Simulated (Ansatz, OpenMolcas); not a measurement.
**A ladder of methods for CH3AlO (SMILES [CH3][Al]=[O])**

CH3AlO: 6 atoms, total charge 0, spin state singlet. SMILES: `[CH3][Al]=[O]`. The shape is that of a PBE0-D4/def2-TZVP optimisation.

Each level gives the HOMO–LUMO gap (eV). The values are calculated.

| level | kind | program | value (eV) |
| --- | --- | --- | --- |
| SVWN5/aug-cc-pVDZ | LDA | OpenMolcas | 3.69 |
| PBE/aug-cc-pVDZ | GGA | Ansatz | 3.65 |
| revPBE/aug-cc-pVDZ | GGA | Ansatz | 3.65 |
| M06-L/aug-cc-pVDZ | meta-GGA | OpenMolcas | 4.14 |
| M06-2X/aug-cc-pVDZ | hybrid meta-GGA | OpenMolcas | 7.61 |
| PBE0/aug-cc-pVDZ | global hybrid | OpenMolcas | 5.68 |
| wB97X/aug-cc-pVDZ | range-separated hybrid | Ansatz | 9.78 |
| B2PLYP/aug-cc-pVDZ | double hybrid | OpenMolcas | 7.66 |

The values span 3.65 to 9.78 eV. Orbital gaps aren't excitation energies, and those of double hybrids come from the SCF part alone; they tend to grow with the share of exact exchange.

The gap depends far more on how exchange is treated than on the nominal rung of the functional. SVWN5, PBE and revPBE nearly coincide, so gradient corrections hardly matter here. M06-L is somewhat higher at 4.14 eV, PBE0 reaches 5.68 eV, and wB97X gives the largest value, 9.78 eV, above the double hybrid. The spread probably arises because nonlocal exchange lowers the occupied levels relative to the empty ones, most fully when it acts at long range.

Chemically, the strongly polar Al–O bond suggests a HOMO of mainly oxygen 2p lone-pair character and a LUMO with substantial weight on the electron-poor aluminium, though no orbital compositions are given to confirm this.

The near-agreement of M06-2X and B2PLYP is therefore no sign of convergence, and the series doesn't single out a best fundamental gap. Nor does even the largest gap imply that the monomer would persist, since a coordinatively unsaturated aluminium centre beside a basic terminal oxygen favours association through Al–O–Al bridges.
